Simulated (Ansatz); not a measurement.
KTaO3: parities and Z2 indices — Ansatz, plane waves and PAW

Space group Pm-3m (No. 221), 5 atoms in the cell of the first input below: a = 3.988 Å, b = 3.988 Å, c = 3.988 Å, α = 90.00°, β = 90.00°, γ = 90.00°.

The volume is a measured one, shape and positions are a prototype's, taken without relaxation (pressure 5.4 GPa with this functional, without spin–orbit coupling). Functional: PBE.

Input:

```yaml
crystal:
  lattice:
    - [3.9882991392, 0.0, 0.0]
    - [0.0, 3.9882991392, 0.0]
    - [0.0, 0.0, 3.9882991392]
  atoms:
    - { symbol: K, position: [0.0, 0.0, 0.0] }
    - { symbol: Ta, position: [0.5, 0.5, 0.5] }
    - { symbol: O, position: [0.0, 0.5, 0.5] }
    - { symbol: O, position: [0.5, 0.5, 0.0] }
    - { symbol: O, position: [0.5, 0.0, 0.5] }
basis:
  ecutwfc: 420
  ecutrho_ratio: 4
kpoints:
  mp_grid: { grid: [6, 6, 6] }
hamiltonian:
  xc: pbe
scf:
  occupations: { method: gaussian, width: 0.05 }
output:
  forces: true
  stress: true
  eigenvalues: true
  populations: true
  topological_invariants: true
magnetization:
  noncollinear: true
  spin_orbit: true
```

```bash
ansatz run input.yaml --threads 8 --pin off --max-ram 15360MiB --backend cpu --events-out ev --progress --plain --runs-dir out
```

Time: 14 s on 8 threads of Arm Neoverse V2 (shared host), peak memory 0.88 GiB.

Without spin–orbit coupling the gap on a 8×8×8 mesh is 2.22 eV. With it, in a separate run (self-consistent on 6×6×6, bands on 8×8×8), a gap of 2.08 eV parts the filled from the empty bands (a gap on a mesh is an upper bound, as the edges may lie between its points). The indices are those of the lowest 40 bands, and their direct separation from the next band is open.

Odd-parity bands among them at the eight time-reversal-invariant momenta (inversion centre at 0.000 0.000 0.000):

```csv
k,odd bands
0.0 0.0 0.0,30
0.0 0.0 0.5,18
0.0 0.5 0.0,18
0.0 0.5 0.5,22
0.5 0.0 0.0,18
0.5 0.0 0.5,22
0.5 0.5 0.0,22
0.5 0.5 0.5,26
```

What are the Z2 indices by the rule of Fu and Kane?

Each Kramers pair counts once, so δ = (−1)^(odd bands / 2): −, −, −, −, −, −, −, −. The product of all eight gives ν0, the products over the planes k_i = 1/2 the weak indices: (0;000). The Wilson-loop planes give (0;000).

The cell is scaled in volume by 0.96 and 1.05 with the atoms carried along. Do the indices change?

No.

```json
{"volume ratio": "0.96", "pressure with spin–orbit coupling (GPa)": "14.6", "smallest direct separation sampled (eV)": "2.688", "at k": "0.00 0.00 0.00", "separation": "open", "Z2": "(0;000)"}
{"volume ratio": "1.00", "pressure with spin–orbit coupling (GPa)": "5.2", "smallest direct separation sampled (eV)": "2.633", "at k": "0.00 0.00 0.00", "separation": "open", "Z2": "(0;000)"}
{"volume ratio": "1.05", "pressure with spin–orbit coupling (GPa)": "-4.1", "smallest direct separation sampled (eV)": "2.547", "at k": "0.00 0.00 0.00", "separation": "open", "Z2": "(0;000)"}
```

Caveats: Kohn–Sham gaps are too small; Z2 indices don't see topology that rests on crystal symmetry, and an even number of inversions cancels; the cell shown stands at 5.2 GPa, so it isn't this functional's equilibrium.

KTaO3 comes out as an ordinary band insulator in the Z2 sense, with parities and Wilson loops in agreement. The number of odd bands varies between momenta, largely because orbitals away from the inversion centre pick up Bloch phases, but the parity product keeps the same sign throughout. This fits a filled O 2p manifold lying below empty Ta 5d t2g states, without inversion between them.

Spin–orbit coupling lowers the gap from 2.22 to 2.08 eV, chiefly because it splits the t2g states at the zone centre and pushes the j = 3/2 quartet down. That shift is far too small to close the charge-transfer gap. The smallest sampled direct separation, 2.633 eV at Γ, exceeds the overall gap, so the latter is indirect.

The direct separation shrinks steadily as the cell expands, probably because a weaker Madelung potential brings the Ta 5d and O 2p levels closer together. Since the atoms keep their cubic positions, the calculation doesn't test how the gap responds to the soft polar mode of this incipient ferroelectric.
